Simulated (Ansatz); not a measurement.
# La3Ag: the change of energy above lowest point and pressure with volume scale

All results are calculated (Ansatz 0.2.0). Free energy against uniform scaling of the volume at fixed shape and fractions; periodic cell, basis, potentials, k mesh and filling as listed.

The cell before it is scaled or strained (space group Pm-3m, No. 221):
```
La3Ag
1.0
      5.0195     0.0000     0.0000
      0.0000     5.0195     0.0000
      0.0000     0.0000     5.0195
La Ag
3 1
Direct
  0.00000 0.50000 0.50000
  0.50000 0.00000 0.50000
  0.50000 0.50000 0.00000
  0.00000 0.00000 0.00000
```

Settings of every row: functional PBEsol; dispersion D3(BJ)+ATM; potentials PAW; wave cutoff 450 eV; density cutoff 1800 eV; k mesh 5x5x5; k shift 0x0x0; occupations gaussian; smearing width 0.05 eV; spin none.

Limits: coarse k mesh, up to 40 meV an atom off; minimum outside the range; the cell comes from a prototype or a list of computed structures and needn't be the stable phase.

| row | volume scale | V (Å³/atom) | energy above lowest point (meV/atom) | pressure (GPa) |
| --- | --- | --- | --- | --- |
| 1 | 0.92 | 29.088 | 0 | -2.63 |
| 2 | 0.9467 | 29.932 | 16.6 | -3.65 |
| 3 | 0.9733 | 30.773 | ? | ? |
| 4 | 1 | 31.617 | 63.9 | -5.25 |
| 5 | 1.0267 | 32.461 | 93.2 | -5.88 |
| 6 | 1.0533 | 33.302 | 125.5 | -6.4 |
| 7 | 1.08 | 34.146 | 160.4 | -6.84 |

Question: what energy above lowest point and pressure should row 3 give?

Worked fit of energy above lowest point. Take u = (V_r/V)^(2/3) − 1 with V_r = 32.039 Å³ an atom, which is twice the finite (Eulerian) strain; such expansions in the strain, on which the Birch-Murnaghan equation of state is built, carry the rest volume and the bulk modulus. The shown rows have u = 0.06654, 0.04639, 0.00888, -0.00869, -0.02545, -0.04157. Least squares give energy above lowest point = 78.12 − 1670.3 × u + 7449 × u² meV/atom; a straight line predicts inner rows, each left out in turn, worse (root mean square 8.4 against 0.063 meV/atom). The rows lie off it by 0.0, -0.1, 0.0, 0.0, 0.0, 0.0. The withheld row has u = 0.02724, so the fit gives 78.12 − 1670.3 × (0.02724) + 7449 × (0.02724)² = 38.1 meV/atom.

The calculation gave 38.1 meV/atom. The fit meets it to the printed digit.

Worked fit of pressure. Take u = (V_r/V)^(2/3) − 1 with V_r = 32.039 Å³ an atom, which is twice the finite (Eulerian) strain; such expansions in the strain, on which the Birch-Murnaghan equation of state is built, carry the rest volume and the bulk modulus. The shown rows have u = 0.06654, 0.04639, 0.00888, -0.00869, -0.02545, -0.04157. Least squares give pressure = −5.579 + 35.67 × u + 129.4 × u² GPa; a straight line predicts inner rows, each left out in turn, worse (root mean square 0.15 against 0.0044 GPa). All shown rows lie on it to the printed digit. The withheld row has u = 0.02724, so the fit gives −5.579 + 35.67 × (0.02724) + 129.4 × (0.02724)² = -4.51 GPa.

The calculation gave -4.51 GPa. The fit meets it to the printed digit.
